**Heaviside expansion theorem from the Bromwich integral**

**Conventions.** The Laplace transform is $F(s)=\int_0^\infty e^{-st}f(t)\,dt$, with $f=0$ for $t<0$. A rational transform is written $F=N/D$, and the letter $Q$ is kept for the quality factor. Primes on $N$, $D$, $G$ mean $d/ds$; dots mean $d/dt$.

## Statement

Let $N$ and $D$ be polynomials without common zeros and $\deg N<\deg D$. Let $s_k$ be the distinct zeros of $D$, with multiplicities $m_k$, and let $c>\max_k \mathrm{Re}\,s_k$. The Bromwich integral is the symmetric limit

$$B(t)=\lim_{R\to\infty}\frac{1}{2\pi i}\int_{c-iR}^{c+iR}F(s)\,e^{st}\,ds. \tag{1}$$

**(a) Simple zeros.** For $t>0$,

$$B(t)=f(t)=\sum_k\frac{N(s_k)}{D'(s_k)}\,e^{s_kt}. \tag{2}$$

**(b) Pole of order $m$.** With $G_k(s)=(s-s_k)^mF(s)$, the term of $s_k$ becomes

$$e^{s_kt}\sum_{j=0}^{m-1}\frac{G_k^{(m-1-j)}(s_k)}{(m-1-j)!}\,\frac{t^j}{j!}, \tag{3}$$

a polynomial of degree exactly $m-1$ times $e^{s_kt}$, with leading coefficient $mN(s_k)/D^{(m)}(s_k)$.

**(c) Other times.** $B(t)=0$ for $t<0$, and $B(0)=a/2$, where $a=\lim_{s\to\infty}sF(s)=f(0^+)$.

**(d)** The function $f$ built from (2) and (3) has Laplace transform $F$.

## Premises

1. *Inversion.* If $f$ is piecewise smooth and $e^{-ct}f(t)$ is absolutely integrable, then $F(c+iy)$ is the Fourier transform of $e^{-ct}f(t)$ with kernel $e^{-iyt}$. The Fourier inversion theorem gives $e^{-ct}f(t)=\lim_{R\to\infty}\frac{1}{2\pi}\int_{-R}^{R}F(c+iy)e^{iyt}dy$, with the mean of the one-sided values at a jump. Multiplying by $e^{ct}$ and putting $s=c+iy$, $ds=i\,dy$, gives (1).
2. *Residue theorem* for a function that is analytic on and inside a counterclockwise contour except at poles inside it.
3. *Liouville's theorem:* a bounded entire function is constant.

## Proof

**Step 1: bound on $F$.** Put $u=s-c$. Since $\deg N<\deg D$, the rational function $uF$ has a numerator of degree no higher than its denominator, so $uF\to a$ uniformly in direction as $|u|\to\infty$; $a$ is the ratio of the leading coefficients if $\deg N=\deg D-1$ and zero otherwise. Choose $R_0$ with $|s_k-c|<R_0$ for all $k$. On $|u|\ge R_0$ the function $uF$ is continuous and has a finite limit, so it is bounded by some $M$:

$$|F(s)|\le M/R\quad\text{on }|s-c|=R\ge R_0. \tag{4}$$

**Step 2: the contour.** Follow the line from $c-iR$ up to $c+iR$ and return along the arc $\Gamma_R$: $s=c+Re^{i\theta}$, with $\theta$ running from $\pi/2$ to $3\pi/2$. The path is counterclockwise. Every pole has $\mathrm{Re}\,s_k<c$ and $|s_k-c|<R$, so all lie inside. The factor $e^{st}$ is entire, and premise 2 gives

$$\frac{1}{2\pi i}\int_{c-iR}^{c+iR}Fe^{st}ds+\frac{1}{2\pi i}\int_{\Gamma_R}Fe^{st}ds=\sum_k\operatorname{Res}_{s_k}\big[F e^{st}\big]. \tag{5}$$

**Step 3: the arc vanishes for $t>0$ (Jordan's lemma).** The bound (4) times the arc length $\pi R$ does not tend to zero, so the decay of the exponential is needed. Put $\theta=\pi/2+\varphi$ with $0\le\varphi\le\pi$. Then $\cos\theta=-\sin\varphi$, $|e^{st}|=e^{ct}e^{-Rt\sin\varphi}$ and $|ds|=R\,d\varphi$. The sine is concave on $[0,\pi/2]$ and so lies above its chord, $\sin\varphi\ge 2\varphi/\pi$. With the symmetry about $\varphi=\pi/2$,

$$\int_0^\pi e^{-Rt\sin\varphi}d\varphi\le 2\int_0^{\pi/2}e^{-2Rt\varphi/\pi}d\varphi=\frac{\pi}{Rt}\big(1-e^{-Rt}\big)<\frac{\pi}{Rt}.$$

Therefore

$$\left|\frac{1}{2\pi i}\int_{\Gamma_R}Fe^{st}ds\right|\le\frac{1}{2\pi}\cdot\frac{M}{R}\cdot e^{ct}\cdot R\cdot\frac{\pi}{Rt}=\frac{Me^{ct}}{2Rt}. \tag{6}$$

This tends to zero for each fixed $t>0$. The right side of (5) does not depend on $R$, so the limit (1) exists and equals the sum of residues. The sum does not depend on $c$ either.

**Step 4: simple zero.** Write $D=(s-s_k)D_k(s)$ with $D_k(s_k)\neq0$. Then $D'=D_k+(s-s_k)D_k'$, so $D'(s_k)=D_k(s_k)$. The residue is $\lim_{s\to s_k}(s-s_k)Fe^{st}=N(s_k)e^{s_kt}/D_k(s_k)$, which is the term in (2).

**Step 5: zero of multiplicity $m$.** Write $D=(s-s_k)^mD_k$, so that $G_k=N/D_k$ is analytic at $s_k$. With $v=s-s_k$,

$$Fe^{st}=\frac{e^{s_kt}}{v^m}\left(\sum_{l\ge0}\frac{G_k^{(l)}(s_k)}{l!}v^l\right)\left(\sum_{j\ge0}\frac{t^j}{j!}v^j\right).$$

The residue is the coefficient of $v^{-1}$, which collects the products with $l+j=m-1$. This is (3). The term in $t^{m-1}$ has coefficient $G_k(s_k)/(m-1)!$. Differentiating $D=v^mD_k$ $m$ times at $v=0$ gives $D^{(m)}(s_k)=m!\,D_k(s_k)$, so the coefficient is $mN(s_k)/D^{(m)}(s_k)$. It is nonzero because $N$ and $D$ share no zero. For $m=2$, $D_k=D''/2+D'''v/6+\dots$, and (3) reads

$$e^{s_kt}\left[\frac{2N}{D''}\,t+\frac{2N'}{D''}-\frac{2ND'''}{3D''^2}\right]_{s=s_k}. \tag{7}$$

**Step 6: $t\le0$.** For $t<0$ close to the right, $-\pi/2\le\theta\le\pi/2$, where $|e^{st}|=e^{ct}e^{-R|t|\cos\theta}$. The estimate (6) holds with $|t|$, no pole is enclosed, and $B=0$. At $t=0$, $F\,ds=(uF)\,i\,d\theta$ on the circle $|u|=R$. The full circle gives $\sum_k\operatorname{Res}F=\frac{1}{2\pi}\int_0^{2\pi}uF\,d\theta\to a$, and the left arc gives $a/2$ in the same way. Equation (5) then yields $B(0)=a-a/2=a/2$. The residue sum is continuous in $t$, so $f(0^+)=a$, and $B(0)$ is the midpoint of the jump, as premise 1 requires.

**Step 7: the result has transform $F$.** For $\mathrm{Re}\,s>\mathrm{Re}\,s_k$, $j$ integrations by parts give $\int_0^\infty e^{-st}\,e^{s_kt}t^j/j!\,dt=(s-s_k)^{-j-1}$. The transform of (3) is thus $\sum_j G_k^{(m-1-j)}(s_k)\,v^{-j-1}/(m-1-j)!$, the principal part of $F=G_k/v^m$ at $s_k$. The difference between $F$ and the sum of all principal parts is entire and tends to zero at infinity, so it vanishes by premise 3. This proves (d). By premise 1, any other piecewise smooth function of exponential order with transform $F$ equals $f$ at its points of continuity.

## Corollaries

*Real coefficients.* Complex zeros come in pairs $\sigma\pm i\omega$ with conjugate coefficients $r$, $\bar r$, where $r=N/D'$ at $\sigma+i\omega$. The pair contributes $2|r|e^{\sigma t}\cos(\omega t+\arg r)$.

*Step response.* For $D=sZ(s)$ with $Z(0)\ne0$ and simple zeros of $Z$, $D'=Z+sZ'$ equals $Z(0)$ at the origin and $s_kZ'(s_k)$ at a zero of $Z$. Hence $f=N(0)/Z(0)+\sum_k N(s_k)e^{s_kt}/[s_kZ'(s_k)]$.

*Confluence.* If $F=G/[(s-s_1)(s-s_2)]$, the two terms of (2) form the difference quotient $[G(s_2)e^{s_2t}-G(s_1)e^{s_1t}]/(s_2-s_1)$. As $s_2\to s_1$ it tends to $(G'+Gt)e^{s_1t}$, which is (3) for $m=2$. Two close simple poles therefore act as a double pole while $|s_2-s_1|\,t\ll1$, provided $G$ changes little between them.

## Range of validity

- **Degree.** If $\deg N\ge\deg D$, (4) fails and (1) does not converge in the ordinary sense. Division gives $N=WD+N_0$ with $\deg N_0<\deg D$. The polynomial $W$ corresponds to a delta function and its derivatives at $t=0$. Since $N(s_k)=N_0(s_k)$, (2) still gives the part for $t>0$.
- **Small $t$.** The bound (6) is not uniform as $t\to0^+$ when $a\neq0$, which reflects the jump of $f$.
- **Common zeros.** A zero shared by $N$ and $D$ lowers the order of the pole; $m$ in (3) is the order after cancellation.
- **Delays.** A factor $e^{-sT}$ turns $e^{st}$ into $e^{s(t-T)}$. The term is zero for $t<T$ and is (2) with $t\to t-T$ afterwards.
- **Infinitely many poles.** For a meromorphic $F$, such as the response of a continuous beam, the proof carries over if $\max|F|\to0$ on a sequence of arcs of growing radius that pass between the poles. The series is summed in the order in which the arcs enclose the poles.
- **Branch points.** The contour must go round the cut, which adds an integral that is no finite sum of exponentials; $s^{-1/2}$, for example, is the transform of $(\pi t)^{-1/2}$.
- **Physics.** A rational $F$ presumes linear equations with constant coefficients and finitely many degrees of freedom.

## Illustration: ring-down of a driven silicon cantilever

**Model.** The tip displacement $x$ in the fundamental flexural mode obeys

$$\ddot x+2\gamma\dot x+\omega_0^2x=g(t),\qquad \gamma=\frac{\omega_0}{2Q},\qquad \omega_d=\sqrt{\omega_0^2-\gamma^2},$$

where $g$ is the force divided by the modal mass and $Q>1/2$. Integration by parts gives the transforms $sX-x_0$ of $\dot x$ and $s^2X-sx_0-v_0$ of $\ddot x$, with $x_0=x(0)$ and $v_0=\dot x(0)$. The polynomial $Z=s^2+2\gamma s+\omega_0^2$ has zeros $s_\pm=-\gamma\pm i\omega_d$, with $Z'(s_\pm)=\pm2i\omega_d$.

**Drive on.** From rest, with $g=g_0\cos\omega_0t$ and transform $g_0s/(s^2+\omega_0^2)$, one has $N=g_0s$ and $D=(s^2+\omega_0^2)Z$. At $s=\pm i\omega_0$, $Z=2\gamma s$, so $D'=2s\cdot2\gamma s$ and $N/D'=g_0/(\pm4i\gamma\omega_0)$. At $s_\pm$, $s^2+\omega_0^2=-2\gamma s$, so $D'=(-2\gamma s)(\pm2i\omega_d)$ and $N/D'=-g_0/(\pm4i\gamma\omega_d)$. Equation (2) gives

$$x=A\left[\sin\omega_0t-\frac{\omega_0}{\omega_d}e^{-\gamma t}\sin\omega_dt\right],\qquad A=\frac{g_0}{2\gamma\omega_0}=\frac{Qg_0}{\omega_0^2}. \tag{8}$$

For $\gamma\to0$ the four poles merge into two double poles. With $D=(s^2+\omega_0^2)^2$ one has $D''=-8\omega_0^2$ and $D'''=\pm24i\omega_0$ at $\pm i\omega_0$; the constant terms of (7) cancel, and $x=g_0t\sin(\omega_0t)/(2\omega_0)=A\gamma t\sin\omega_0t$.

**Drive off.** For $\gamma t\gg1$ only $A\sin\omega_0t$ remains. Restart the clock when the drive is cut. Then $N=(s+2\gamma)x_0+v_0$ and $D=Z$, the case $\deg N=\deg D-1$ that needs Step 3, with $a=x_0$. The coefficient at $s_+$ is

$$r=\frac{(\gamma+i\omega_d)x_0+v_0}{2i\omega_d}=\frac{x_0}{2}-\frac{i}{2}\,\frac{v_0+\gamma x_0}{\omega_d},$$

and the conjugate pair sums to

$$x=e^{-\gamma t}\left[x_0\cos\omega_dt+\frac{v_0+\gamma x_0}{\omega_d}\sin\omega_dt\right]. \tag{9}$$

At $Q=1/2$ the zeros merge at $-\gamma$, and (7) gives $x=e^{-\gamma t}[x_0+(v_0+\gamma x_0)t]$, the limit of (9) for $\omega_d\to0$. For a cut at maximum displacement, $x_0=A$ and $v_0=0$, the envelope is $2|r|e^{-\gamma t}=A(\omega_0/\omega_d)e^{-\gamma t}$.

**Inputs.** The measured elastic constants of Si, as compiled by Oses (2018, temperature not stated), are $C_{11}=165.64$, $C_{12}=63.94$ and $C_{44}=79.51$ GPa. The remaining inputs are assumed, chosen as typical of a tapping-mode force-microscope lever in air: a rectangular beam along $[110]$ without tip mass, length $L=125$ µm, width $w=30$ µm, thickness $h=4$ µm, $Q=500$, $A=20$ nm, and the typical density $\rho=2329$ kg/m³.

**Frequency.** Unit uniaxial stress along $[110]$ has Voigt components $(\tfrac12,\tfrac12,0,0,0,\tfrac12)$. Contracting them with the cubic compliance matrix, in which $S_{11}+S_{12}=C_{11}/[(C_{11}-C_{12})(C_{11}+2C_{12})]$ and $S_{44}=1/C_{44}$, gives

$$\frac1E=\frac{S_{11}+S_{12}}{2}+\frac{S_{44}}{4}=(2.774+3.144)\ \text{TPa}^{-1},$$

which is $5.919\ \text{TPa}^{-1}$ when summed before rounding, so $E=169$ GPa. The Euler–Bernoulli equation $EI\,\partial_\xi^4y+\rho wh\,\ddot y=0$ for the deflection $y(\xi,t)$, with $I=wh^3/12$ and clamped–free ends, has $\omega_n=\lambda_n^2(h/L^2)\sqrt{E/12\rho}$, where $\cos\lambda_n\cosh\lambda_n=-1$. With $\lambda_1=1.875$, $\lambda_1^2=3.516$, $h/L^2=256\ \text{m}^{-1}$ and $\sqrt{E/12\rho}=2459$ m/s, the model gives $\omega_0=2.213\times10^6\ \text{s}^{-1}$, or $f_0=\omega_0/2\pi=352$ kHz.

**Ring-down of the model.**

| Quantity | Expression | Value |
|---|---|---|
| Decay rate | $\gamma=\omega_0/2Q$ | $2213\ \text{s}^{-1}$ |
| Decay time | $\tau=1/\gamma$ | 0.452 ms |
| Cycles in $\tau$ | $f_0\tau=Q/\pi$ | 159 |
| Pole slope | $\gamma/\omega_d=(4Q^2-1)^{-1/2}$ | $1.00\times10^{-3}$ |
| Coefficient at $s_+$ | $r=\tfrac A2(1-i\gamma/\omega_d)$ | $(10.0-0.0100\,i)$ nm |
| Logarithmic decrement | $2\pi\gamma/\omega_d$ | $6.28\times10^{-3}$ |
| Envelope at 1 ms | $2\lvert r\rvert e^{-\gamma t}$ | 2.2 nm |
| Time to 1 % of the initial envelope | $\tau\ln100$ | 2.08 ms (733 cycles) |

In (8) the two sines drift apart by only $(\omega_0-\omega_d)\tau=5.0\times10^{-4}$ rad in one decay time, so the ring-up envelope is $A(1-e^{-\gamma t})$. At $t=0.1\tau=45$ µs it is $0.0952A$, and the double-pole value $0.1A$ lies 5 per cent above it.

**Neglected terms.** The damping shift $1-\omega_d/\omega_0=5.0\times10^{-7}$, or 0.18 Hz, is far smaller than the corrections to $f_0$ itself. Shear and rotary inertia scale as $(h/L)^2=1.0\times10^{-3}$. The inviscid added mass of air on a long flat strip, $\pi\rho_aw^2/4$ per unit length, is a fraction $\pi\rho_aw/(4\rho h)=3.0\times10^{-3}$ of the beam mass for a typical $\rho_a=1.2$ kg/m³. It lowers $f_0$ by 0.15 per cent, and viscosity adds to it. Since $\omega_0\propto h$, any tolerance in thickness passes directly into $f_0$ and, at fixed $Q$, into $\tau$. Three figures are therefore the most that $f_0$, $\gamma$ and $\tau$ support; the fourth is carried above only to limit rounding error.

The second mode, $\lambda_2=4.694$, lies a factor $(\lambda_2/\lambda_1)^2=6.27$ higher, at 2.21 MHz. All clamped–free modes normalised at the tip have the same modal mass, a quarter of the beam mass, so a tip force at $\omega_0$ drives the second mode to $g_0/(\omega_2^2-\omega_0^2)$, a fraction $1/[Q(6.27^2-1)]=5.2\times10^{-5}$ of $A$. The viscous boundary layer of the air depends on $s^{1/2}$ and makes the true transform non-rational. A constant $Q$ replaces this load by its value at $\omega_0$, which is adequate for the pole pair because it lies within a relative distance $\gamma/\omega_d$ of the imaginary axis; the cut contribution is absent from (9). Within these limits the model lever, released from 20 nm, rings at 352 kHz and decays with $\tau=0.452$ ms.